The gap below is the distance between the highest filled and the lowest empty level on the k mesh, for one aluminium nitride cell whose atoms stay put. What changes from row to row is the functional, and for two rows also the cutoff.

Plane-wave DFT calculations with Ansatz 0.2.0 and PAW potentials for the four-atom cell of AlN (space group P6_3mc, a = 3.113 Å, c = 4.981 Å), with the atoms held fixed. All runs use a 6×6×4 k mesh that includes the zone centre, fixed occupations and no spin polarization. The gap is the Kohn-Sham gap between the highest filled and lowest empty levels on this mesh.

```
functional  wave cutoff  density cutoff  gap on mesh (eV)
       LDA       420 eV         1680 eV             4.239
       PBE       420 eV         1680 eV             4.213
    r2SCAN       500 eV         2000 eV             4.859
     HSE06       420 eV         1680 eV             5.580
   r2SCANh       500 eV         2000 eV             5.596
```

1. Which functionals give the larger gaps, and does it matter in practice?

The order is LDA and PBE at the bottom, r2SCAN above them, and the two hybrids, HSE06 and r2SCANh, on top. The measured gap is roughly 6.2 eV, a recalled figure, so every row is too low: PBE by about 2 eV, the hybrids by about 0.6 eV. The zero-point motion of the atoms, absent here, lowers the measured gap, so the true electronic shortfall is larger still. For predicting the wavelength of an ultraviolet emitter the choice matters a great deal: the PBE gap corresponds to light of 294 nm, the HSE06 gap to 222 nm, and the measured one to roughly 200 nm.

2. Why are LDA and PBE so low, and so close together?

Both describe exchange by a potential that depends only on position, so a filled and an empty state in the same region feel the same pull. True exchange makes a difference between them. An electron in a filled state is itself part of the total electron charge, and it must not repel itself; an added electron in an empty state meets the full repulsion. PBE adds the gradient of the density to LDA, but it keeps this equal treatment.

A second fault adds to this one, and the hydrogen atom shows it in its simplest form. Its one electron has nothing to repel it, yet LDA leaves part of its self-repulsion in place, and the filled level comes out far too high. A potential that depends only on position could cancel the self-repulsion here, so this fault lies in the approximate form of LDA and PBE; no run in the table separates it from the first. In a crystal the electrons are many and their states spread over all cells, so the size of the error can't be carried over. Its direction can: filled levels lie too high relative to empty ones.

3. What does exact exchange move?

It moves the two band edges apart. From PBE to HSE06 the valence edge drops by 0.92 eV and the conduction edge rises by 0.45 eV, both counted from the zero of the calculated potential. This split depends on that choice of zero; the change of the gap doesn't. The deepest band in the output, expected to be mainly nitrogen 2s, drops by 2.4 eV at the zone centre, far more than the valence edge. Exact exchange thus widens not only the gap but also the spread of the filled levels, and this comparison between two filled levels doesn't depend on the zero.

4. How does r2SCAN open the gap without any exact exchange?

Its energy also depends on the kinetic-energy density, which is built from the slopes of the orbitals. Two states in the same region but of different shape then no longer feel the same potential, and part of the missing distinction between filled and empty states returns. The gain over PBE is 0.65 eV. The r2SCAN run also has a higher cutoff; a cutoff effect of that size would be unusual for a gap, but no run here separates the two changes.

5. Why does 10% exact exchange in r2SCANh reach as far as 25% in HSE06?

One reason is the higher start: r2SCAN has already covered almost half of the way from PBE to HSE06. The other is that each percent does more, 0.074 eV against 0.055 eV. HSE06 uses exact exchange only at short range, whereas r2SCANh uses it at all distances.

The value of the long-range part can be estimated. HSE06 leaves out the smooth part of the repulsion, erf(ωr)/r, where r is the distance between two electrons and ω = 0.11 per bohr. Near r = 0 this part levels off at

D = 2ω/√π = 0.124 hartree = 3.38 eV.

If it had this value everywhere, exact exchange would lower a filled state by D and leave an empty one alone. A functional like PBE, whose exchange potential depends only on position, can't tell the two apart: it would give the same exchange energy, D/2 per electron, and so lower both by D/2. Replacing the second by the first therefore widens the gap by up to D for a full replacement.

Now suppose that the gap grows in proportion to the exact-exchange fraction. The step from PBE to HSE06, scaled up from 25% to 100%, is 1.367/0.25 = 5.47 eV. Full exchange at all distances would then give

4.21 + 5.47 + 3.38 = 13.06 eV,

which is a formal end point and not a gap to believe. Going 10% of the way there from r2SCAN gives

4.86 + 0.10 × (13.06 − 4.86) = 5.68 eV.

The calculation gives 5.60 eV, a value that did not enter the estimate. Without the long-range part the same recipe gives only 5.34 eV.

The estimate is somewhat high. That is the expected direction, because D is an upper limit. For the filled states little seems to be lost: the exact-exchange energies of the two hybrid runs, each scaled to 100%, differ by 1.68 eV per electron, against D/2 = 1.69 eV. The runs differ in orbitals and cutoff, so the last digit means little, but the size of D is borne out. A larger loss is expected at the band edges, where long-range exchange lowers the empty level somewhat too. But the assumed proportionality, the k mesh, to which full-range exchange is sensitive, and the different correlation parts could shift the result by a similar amount. One row thus supports the explanation but does not prove it. The output printed after this text gives the estimate with and without the long-range part.

6. What would change with another mesh or another cell?

In PBE and HSE06 both edges lie at the zone centre, which this mesh contains. If that one point were left out, the PBE gap would read 5.24 eV, about 1 eV too wide. Set beside the r2SCAN gap from the full mesh, PBE would then seem the better functional, for no reason but a missing point.

The cell matters less, but enough to spoil a close comparison. It is larger than LDA prefers, and letting it shrink would raise the LDA gap by roughly 0.2 eV, judged from a recalled pressure coefficient. That is several times the difference between LDA and PBE in the table.

7. Which digits can be trusted, and what should be done with them?

The steps of 0.6 eV and more between the groups carry the message. The differences within the groups, 0.03 eV between LDA and PBE and 0.02 eV between the hybrids, don't: no run with a finer mesh or a higher cutoff shows that they would survive, and the LDA output does not name the potential set that the other four share. The near tie of the hybrids is also a coincidence of two recipes, one with a low start and much short-range exchange, the other with a higher start and a little exchange at all distances.

For the gap of this material, then, the two hybrids come closest among these five, provided that the mesh contains the zone centre, but both stay too low by more than half an electronvolt. For HSE06 a shortfall is expected: a wide-gap insulator screens weakly, so some exact exchange should survive at long range, where HSE06 has none. r2SCANh has some and falls short by as much; its 10% is probably too little. For a similar insulator, ask two things of a functional: whether it can tell filled from empty states, and how much exact exchange it uses at short and at long range.

The analysis program printed:

```
Gap and rough shortfall:
      row  gap_eV  below_rough_measured_eV  wavelength_nm
      LDA   4.239                    1.961          292.5
      PBE   4.213                    1.987          294.3
   r2SCAN   4.859                    1.341          255.2
    HSE06    5.58                     0.62          222.2
  r2SCANh   5.596                    0.604          221.6
LDA gap less PBE gap (eV): 0.026
r2SCAN gap less PBE gap (eV): 0.646
HSE06 gap less PBE gap (eV): 1.367
r2SCANh gap less r2SCAN gap (eV): 0.737
r2SCANh gap less HSE06 gap (eV): 0.016
valence edge shift PBE to HSE06 (eV): -0.9193
conduction edge shift PBE to HSE06 (eV): 0.4476
valence edge shift r2SCAN to r2SCANh (eV): -0.4769
conduction edge shift r2SCAN to r2SCANh (eV): 0.2598
N 2s band shift PBE to HSE06 at zone centre (eV): -2.4
gap opening per 1 percent short-range exchange on PBE (eV): 0.05468
gap opening per 1 percent full-range exchange on r2SCAN (eV): 0.0737
long-range part at most per 1 percent exchange (eV): 0.03378
r2SCANh gap predicted with long-range part (eV): 5.679
miss of that prediction (eV): 0.08295
r2SCANh gap predicted without long-range part (eV): 5.341
miss of prediction without long-range part (eV): -0.2548
PBE gap if the zone centre were left out of the mesh (eV): 5.239
error from leaving out the zone centre (eV): 1.026
rough LDA gap rise if its cell could shrink (eV): 0.1864
```
